## Subgradients, supergradients and ensemble $v$-representability

### Setting and premises

Hartree atomic units are used until the numerical example. $N$ electrons have the Hamiltonian $\hat H_v=\hat H_0+\hat v$, with $\hat H_0=\hat T+\hat V_{ee}\ge0$ and $\hat v=\sum_i v(\mathbf r_i)$. Densities lie in the Banach space $X=L^1\cap L^3$, potentials in its dual $X^*=L^{3/2}+L^\infty$, and $\langle v,\rho\rangle=\int v\rho\,d^3r$. An ensemble is $\Gamma=\sum_i p_i|\psi_i\rangle\langle\psi_i|$ with $p_i\ge0$, $\sum_ip_i=1$ and orthonormal antisymmetric $\psi_i$ of finite kinetic energy. Its density is $\rho_\Gamma=\sum_ip_i\rho_i$, and $\mathrm{Tr}\,\Gamma\hat H_0$ means $\sum_ip_i\langle\psi_i|\hat H_0|\psi_i\rangle$. Define

$$E[v]=\inf_{\|\psi\|=1}\langle\psi|\hat H_v|\psi\rangle,\qquad F[\rho]=\inf_{\Gamma\to\rho}\mathrm{Tr}\,\Gamma\hat H_0,$$

with $F=+\infty$ when no ensemble of finite energy has the density $\rho$. Three premises are used.

**P1 (form bound).** For normalised $\psi$ with kinetic energy $T$, the Hoffmann-Ostenhof inequality $\int|\nabla\sqrt\rho|^2\le2T$ and the Sobolev inequality $\|\sqrt\rho\|_6^2\le S\int|\nabla\sqrt\rho|^2$ give $\|\rho\|_3\le2ST$. Any $v\in X^*$ can be cut at a large height into a bounded part $v_2$ and a part $v_1$ with $\|v_1\|_{3/2}\le\epsilon/2S$. Hölder's inequality then gives

$$\langle|v|,\rho_\psi\rangle\le\epsilon T+C_\epsilon(v),\qquad C_\epsilon=N\|v_2\|_\infty.\tag{1}$$

With $\epsilon=\tfrac12$ and $\hat V_{ee}\ge0$ this yields $\langle\hat H_v\rangle\ge\tfrac12T-C_{1/2}$, so $E[v]$ is finite. Summing (1) with the weights $p_i$ shows that $\langle v,\rho_\Gamma\rangle=\sum_ip_i\langle v,\rho_i\rangle$ converges absolutely.

**P2 (Lieb, 1983).** Where $F[\rho]$ is finite the infimum is attained by some $\Gamma$, and $F$ is lower semicontinuous on $X$. This is quoted without proof. In a finite-dimensional state space it follows from the compactness of the set of ensembles and the continuity of $\Gamma\mapsto(\rho_\Gamma,\mathrm{Tr}\,\Gamma\hat H_0)$.

**P3 (Fenchel–Moreau theorem).** A convex, lower semicontinuous function on a Banach space, with values in $(-\infty,\infty]$ and finite somewhere, equals its biconjugate.

An element $g\in X^*$ is a *subgradient* of $F$ at $\rho$ if $F[\rho]<\infty$ and $F[\rho']\ge F[\rho]+\langle g,\rho'-\rho\rangle$ for all $\rho'\in X$. An element $\rho\in X$ is a *supergradient* of $E$ at $v$ if $E[v']\le E[v]+\langle v'-v,\rho\rangle$ for all $v'\in X^*$. Both describe a supporting plane, below the graph of $F$ and above the graph of $E$. Neither requires differentiability.

### The two variational principles

The energy of an ensemble is an average of pure-state energies, each at least $E[v]$, and pure states are ensembles. Hence $E[v]=\inf_\Gamma\mathrm{Tr}\,\Gamma\hat H_v$. Sorting the ensembles by density, on which alone the potential term depends, gives

$$E[v]=\inf_{\rho\in X}\big(F[\rho]+\langle v,\rho\rangle\big).\tag{2}$$

As an infimum of functions affine in $v$, $E$ is concave. $F$ is convex: if $\Gamma_k\to\rho_k$, then $\lambda\Gamma_1+(1-\lambda)\Gamma_2$ with $0\le\lambda\le1$ is an ensemble with density $\lambda\rho_1+(1-\lambda)\rho_2$, so $F$ at that density is at most $\lambda\,\mathrm{Tr}\,\Gamma_1\hat H_0+(1-\lambda)\mathrm{Tr}\,\Gamma_2\hat H_0$, and the infima over $\Gamma_1$ and $\Gamma_2$ are taken separately.

The conjugate of $F$ is $F^*[u]=\sup_\rho(\langle u,\rho\rangle-F[\rho])=-E[-u]$ by (2). The biconjugate is $\sup_u(\langle u,\rho\rangle+E[-u])$. Setting $u=-v$ and using P2 and P3,

$$F[\rho]=\sup_{v\in X^*}\big(E[v]-\langle v,\rho\rangle\big).\tag{3}$$

Either principle contains the Fenchel–Young inequality

$$F[\rho]+\langle v,\rho\rangle\ge E[v]\quad\text{for all }\rho,v.\tag{4}$$

### The equivalence theorem

**Theorem 1.** For $\rho\in X$ and $v\in X^*$ the following are equivalent:

(a) $-v$ is a subgradient of $F$ at $\rho$;
(b) $\rho$ is a supergradient of $E$ at $v$;
(c) $F[\rho]+\langle v,\rho\rangle=E[v]$;
(d) $\rho=\sum_ip_i\rho_i$, where every $\psi_i$ is a ground state of $\hat H_v$.

**(a) ⇔ (c).** With $g=-v$ the defining inequality reads $F[\rho']+\langle v,\rho'\rangle\ge F[\rho]+\langle v,\rho\rangle$ for all $\rho'$. This says that $\rho$ attains the infimum in (2), whose value is $E[v]$, and that is (c). Conversely (c) makes $F[\rho]$ finite, and (4) applied to $\rho'$ gives the inequality.

**(b) ⇔ (c).** The defining inequality reads $E[v']-\langle v',\rho\rangle\le E[v]-\langle v,\rho\rangle$ for all $v'$. This says that $v$ attains the supremum in (3), whose value is $F[\rho]$, and that is (c). Conversely (c) and (4) applied to $v'$ give $E[v']-\langle v',\rho\rangle\le F[\rho]=E[v]-\langle v,\rho\rangle$.

**(d) ⇒ (c).** Let $\Gamma$ be the ensemble of ground states. By P1 each has $T\le2(E[v]+C_{1/2})$, so all sums converge. Then $E[v]=\mathrm{Tr}\,\Gamma\hat H_0+\langle v,\rho\rangle\ge F[\rho]+\langle v,\rho\rangle\ge E[v]$, by the definition of $F$ and by (4). Both inequalities are therefore equalities.

**(c) ⇒ (d).** By P2 some $\Gamma\to\rho$ has $\mathrm{Tr}\,\Gamma\hat H_0=F[\rho]$. With $\hat h=\hat H_v-E[v]\ge0$, (c) becomes $\sum_ip_i\langle\psi_i|\hat h|\psi_i\rangle=0$. No term is negative, so each term with $p_i>0$ has $\|\hat h^{1/2}\psi_i\|^2=0$. Hence $\hat h\psi_i=0$, and $\psi_i$ is a ground state. $\square$

Semicontinuity entered only in (b) ⇒ (c), and attainment only in (c) ⇒ (d). A density that satisfies (d) for some $v$ is called *ensemble $v$-representable*, so these are exactly the densities at which $F$ has a subgradient. The set $D(v)$ of ensemble ground-state densities of $v$ is convex, and by (c) $F[\rho]=E[v]-\langle v,\rho\rangle$ is affine on it.

The Hohenberg–Kohn theorem follows. If $-v$ and $-v'$ are both subgradients at $\rho$, the same minimiser $\Gamma$ consists of ground states of both potentials. Subtracting the two eigenvalue equations gives $(\hat v-\hat v')\psi=(E[v]-E[v'])\psi$. If $\psi$ does not vanish on a set of positive measure, $\sum_i(v-v')(\mathbf r_i)$ is constant almost everywhere in configuration space, and varying one coordinate at a time makes $v-v'$ constant. The constant cannot be removed, because $E[v+c]=E[v]+Nc$ and $F=\infty$ unless $\int\rho=N$.

### Directional derivative at an isolated level

The one-sided derivative is $E'(v;w)=\lim_{t\to0^+}(E[v+tw]-E[v])/t$.

**Theorem 2.** Let $E[v]$ be an eigenvalue of finite multiplicity $g$, with projector $P$, separated by a gap $\Delta>0$ from the rest of the spectrum. Let $\lambda_{\min}(w)$ be the lowest eigenvalue of the $g\times g$ matrix $P\hat wP$. Then for every $w\in X^*$

$$E'(v;w)=\lambda_{\min}(w)=\min_{\psi\ \text{ground state}}\langle w,\rho_\psi\rangle=\min_{\rho\in D(v)}\langle w,\rho\rangle.\tag{5}$$

**The three minima agree.** For a normalised ground state $\langle w,\rho_\psi\rangle=\langle\psi|P\hat wP|\psi\rangle$, whose minimum is $\lambda_{\min}$. An ensemble value is an average of such numbers and cannot lie lower.

**Upper bound.** The minimising ground state, used as trial function, gives $E[v+tw]\le E[v]+t\lambda_{\min}$ for $t\ge0$.

**Lower bound.** From P1, $T\le2\langle\hat h\rangle+2|E[v]+C_{1/2}|$. Inserting this in (1) for $w$ gives a constant $K$ with $|\langle\psi|\hat w|\psi\rangle|\le K\,n(\psi)^2$, where $n(\psi)^2=\langle\psi|\hat h+1|\psi\rangle$. In the Hilbert space with norm $n$ the form $\hat w$ is thus a bounded self-adjoint operator of norm at most $K$, so $|\langle\varphi|\hat w|\chi\rangle|\le K\,n(\varphi)n(\chi)$. Split a normalised $\psi$ into $\varphi=P\psi$ and $\chi=\psi-\varphi$, and put $q=\langle\chi|\hat h|\chi\rangle\ge\Delta\|\chi\|^2$ and $\kappa=1+1/\Delta$. Since $\hat h\varphi=0$,

$$\langle\psi|\hat h+t\hat w|\psi\rangle=q+t\big[\langle\varphi|\hat w|\varphi\rangle+2\,\mathrm{Re}\langle\varphi|\hat w|\chi\rangle+\langle\chi|\hat w|\chi\rangle\big].$$

Here $n(\varphi)=\|\varphi\|\le1$, $n(\chi)^2=q+\|\chi\|^2\le\kappa q$ and $|\lambda_{\min}|\le K$. The first term in the bracket is at least $\lambda_{\min}(1-\|\chi\|^2)\ge\lambda_{\min}-K\kappa q$, the second at least $-2K\sqrt{\kappa q}$, and the third at least $-K\kappa q$. For $0\le t\le1/(4K\kappa)$ one has $1-2tK\kappa\ge\tfrac12$, so the expectation value is at least $t\lambda_{\min}+\tfrac12q-b\sqrt q$ with $b=2tK\sqrt\kappa$. The minimum of $\tfrac12x^2-bx$ is $-\tfrac12b^2$. This holds for every $\psi$, and therefore

$$t\lambda_{\min}-2K^2\kappa\,t^2\le E[v+tw]-E[v]\le t\lambda_{\min}.\tag{6}$$

Dividing by $t$ and letting $t\to0^+$ proves (5). $\square$

Three consequences follow.

1. The slope of $t\mapsto E[v+tw]$ just left of zero is $-E'(v;-w)=\lambda_{\max}(w)$. The graph has a downward kink of size $\lambda_{\max}-\lambda_{\min}$. The derivative is linear in $w$, with no kink in any direction, exactly when $D(v)$ is a single density. For $g=1$ this is the Hellmann–Feynman theorem $\delta E/\delta v=\rho$.

2. $X$ is not reflexive, so a supporting plane of $E$ could in principle be a functional $\xi\in X^{**}$ that is no density. At an isolated level this does not happen. A supporting $\xi$ obeys $E[v+tw]-E[v]\le t\,\xi(w)$, hence $\xi(w)\ge\min_{D(v)}\langle w,\rho\rangle$ for all $w$. The set $D(v)$ is the linear image of the compact convex set of $g\times g$ density matrices. If $\xi$ lay outside it, Hahn–Banach separation in the weak-* topology of $X^{**}$ would supply a $w\in X^*$ that violates the inequality. This also proves (b) ⇒ (d) for such levels without P2.

3. Ensembles cannot be dispensed with. Consider a level with $g=3$, spin included, real basis states and six linearly independent transition densities $\rho_{ab}=\rho_{ba}$. The pure state $\sum_ac_a\psi_a$ has density $\sum_{ab}\mathrm{Re}(c_a^*c_b)\rho_{ab}$. To match the equal-weight ensemble it needs $|c_a|^2=\tfrac13$ and $\mathrm{Re}(c_a^*c_b)=0$ for $a\ne b$, which means three mutually perpendicular non-zero vectors in the complex plane. None exist, and the Hohenberg–Kohn theorem excludes other potentials.

### Range of validity

- Theorem 1 holds for fixed integer $N$, a non-relativistic $\hat H_0$ and local scalar potentials in $X^*$. It also holds with $\hat V_{ee}=0$, where $F$ is the ensemble Kohn–Sham kinetic energy. It is a statement about the ensemble functional. The pure-state constrained search is not convex and does not obey (3) at every density.
- It asserts equivalence and not existence. For $v=0$, $E=0$ is no eigenvalue and $E$ has no supergradient in $X$. Some densities with finite $F$ have no subgradient. The Brøndsted–Rockafellar theorem shows that representable densities are norm-dense among those with finite $F$.
- A subgradient is weaker than a functional derivative. $F$ is infinite at points of $X$ arbitrarily close to any density, for instance at points that are negative somewhere, so "$\delta F/\delta\rho=-v$" is to be read as statement (a).
- Uniqueness of $v$ up to a constant needs the non-vanishing of $\psi$ (unique continuation). This is established for bounded and Coulomb potentials and not for all of $X^*$.
- Theorem 2 needs the gap. The interval $t\le1/(4K\kappa)$ shrinks in proportion to $\Delta$ as $\Delta\to0$, and the proof says nothing about a level at the ionisation threshold.
- Moving a point nucleus changes $v$ at first order by a term of size $r^{-2}$, and $\int_a^1r^{-3}r^2dr=-\ln a$ diverges as $a\to0$, so this direction lies just outside $X^*$. For a smooth local pseudopotential the direction is bounded and Theorem 2 applies directly.

### Illustration: the $E\otimes e$ cone of equilateral Na$_3$

Treat the three valence electrons in a smooth local pseudopotential $v$ of three Na$^+$ cores at the corners of an equilateral triangle of side $R$ (group $D_{3h}$). The ground level is assumed to be the ${}^2E'$ term of the configuration $a_1'^2e'^1$, isolated below the ionisation threshold. It is fourfold with spin. Spin-free operators are diagonal in $M_S$ and independent of it, so densities depend only on a $2\times2$ orbital density matrix $\gamma=\tfrac12(1+\mathbf s\cdot\boldsymbol\sigma)$ with $|\mathbf s|\le1$.

**The set of supergradients.** The Hamiltonian is real, so real basis states $\phi_\theta,\phi_\epsilon$ exist and their transition densities are real and symmetric. The antisymmetric matrix $\sigma_y$ then drops out:

$$\rho=\rho_0+s_z\rho_z+s_x\rho_x,\qquad s_x^2+s_z^2\le1,$$

with $\rho_0=\tfrac12(\rho_{\theta\theta}+\rho_{\epsilon\epsilon})$, $\rho_z=\tfrac12(\rho_{\theta\theta}-\rho_{\epsilon\epsilon})$ and $\rho_x=\rho_{\theta\epsilon}$. Thus $D(v)$ is a disc. Real pure states of fixed $M_S$ give its rim. The sphere $|\mathbf s|=1$ projects onto the whole disc, so here every ensemble density is also that of a complex pure state. The centre $\rho_0$ belongs both to the equal-weight ensemble and to $\phi_\pm=(\phi_\theta\pm i\phi_\epsilon)/\sqrt2$. By Schur's lemma the totally symmetric $P\hat vP$ is a multiple of the unit matrix, so $\langle v,\rho\rangle$ is constant on the disc, and by (c) so is $F$.

**The directional derivative.** Let $Q_\theta,Q_\epsilon$ be the $e'$ displacements, normalised so that $Q^2=Q_\theta^2+Q_\epsilon^2$ is the sum of the squared Cartesian displacements of the cores. The potential becomes $v+w+r$ with $w=Q_\theta u_\theta+Q_\epsilon u_\epsilon$ and $\|r\|_\infty=O(Q^2)$. Since $|\langle r,\rho\rangle|\le N\|r\|_\infty$, (2) shows that $r$ shifts $E$ only at order $Q^2$. Write $w=\tfrac12(Q_+u_-+Q_-u_+)$ with $Q_\pm=Q_\theta\pm iQ_\epsilon$ and $u_\pm=u_\theta\pm iu_\epsilon$, labelled so that the threefold rotation multiplies $u_\pm$ and $\phi_\pm$ by $\eta^{\pm1}$, $\eta=e^{2\pi i/3}$. A matrix element equals itself times the product of the phases, the phase of the bra being conjugated. The products are $\eta^{\pm1}$ for $\langle\phi_+|\hat u_\pm|\phi_+\rangle$ and $\langle\phi_-|\hat u_\pm|\phi_-\rangle$, $\eta^{-1}$ for $\langle\phi_+|\hat u_+|\phi_-\rangle$, and $\eta^{-3}=1$ for $\langle\phi_+|\hat u_-|\phi_-\rangle\equiv2V$. Only the last element survives, and a rotation of the real basis makes $V\ge0$. Comparing $\langle\phi_+|\hat w|\phi_-\rangle=VQ_+$ with its expansion $\tfrac12(w_{\theta\theta}-w_{\epsilon\epsilon})-iw_{\theta\epsilon}$, and using the vanishing trace,

$$P\hat wP=V(Q_\theta\sigma_z-Q_\epsilon\sigma_x),\qquad E'(v;w)=\min_{\mathbf s}V(Q_\theta s_z-Q_\epsilon s_x)=-VQ.$$

The core–core repulsion is invariant under the rotation and has no $e'$ gradient. The total energy therefore falls with slope $-V$ in every $e'$ direction, which is the Jahn–Teller instability. The symmetric density $\rho_0$ exerts no $e'$ force on the cores, yet the geometry is the tip of a cone and not a stationary point.

**Numbers.** To second order with linear coupling the clamped-nucleus sheets are $\tfrac12kQ^2\pm VQ$. The positive $k$ does not contradict concavity, which concerns $E$ along straight lines $v+tw$: $k$ also contains the core repulsion and the remainder $r$. The lower sheet has its minimum at $Q_0=V/k$ with depth $E_{JT}=V^2/2k$. The assumed inputs, all of typical size and chosen to reproduce the typical depth and stiffness of the trimer, are $R=3.4$ Å, $E_{JT}=700$ cm$^{-1}$, an $e'$ wavenumber $\tilde\nu=90$ cm$^{-1}$ and a core mass $m=22.99$ u. Keeping a third digit only as a guard in intermediate values,

- $k=m(2\pi c\tilde\nu)^2=0.685$ eV Å$^{-2}$ and $E_{JT}=0.0868$ eV;
- $V=\sqrt{2kE_{JT}}=0.345$ eV Å$^{-1}$, so the kink along any $e'$ line is $2V=0.69$ eV Å$^{-1}$;
- $Q_0=0.50$ Å, where the sheets are $4E_{JT}=2800$ cm$^{-1}$ apart.

The pair $(\langle u_\theta,\rho\rangle,\langle u_\epsilon,\rho\rangle)=V(s_z,-s_x)$ fills a disc of radius $V$. At $Q_\theta=0.05$ Å, $Q_\epsilon=0$ the supporting planes lie between $-17$ meV ($s_z=-1$) and $+17$ meV ($s_z=+1$), the symmetric density giving zero. All of them bound $E[v+w]-E[v]$ from above, and by (6) the lowest is exact to first order. The splitting there is 34 meV. The harmonic term is 0.86 meV, 5 per cent of the linear one.

In the $Q_\theta$ mode each core moves by $Q/\sqrt3$: the apex straight towards the base, and each base core outwards and towards the apex side, at $30^\circ$ to the base line. The base becomes $R+Q$ and the height $\tfrac{\sqrt3}2(R-Q)$, so the legs are $\sqrt{R^2-RQ+Q^2}$. At $Q_0$ the model triangle has base 3.90 Å, legs 3.18 Å and apex angle $76^\circ$.

Two neglected terms need sizes. Quadratic coupling leaves the slope at the tip unchanged but alters the value inferred from $E_{JT}$. It replaces $k$ by $k-G$ towards the minima and $k+G$ towards the saddles of the trough, with depths $V^2/2(k\mp G)$. An assumed pseudorotation barrier of 200 cm$^{-1}$, of typical size, leaves saddles 500 cm$^{-1}$ deep, so $(k-G)/(k+G)=5/7$ and $G=k/6$. Then $V=\sqrt{2(k-G)E_{JT}}=0.315$ eV Å$^{-1}$, lower by 9 per cent, and the minimum moves to $V/(k-G)=0.55$ Å. Spin–orbit coupling lies outside the premises and rounds the tip. With the typical atomic 3p fine-structure interval of 17 cm$^{-1}$ assumed as its scale, it competes with $2VQ$ only for $Q$ below about 0.003 Å. The model's cone slope is thus about 0.3 eV Å$^{-1}$, and this number is also the radius of the disc of supergradients measured along the $e'$ directions.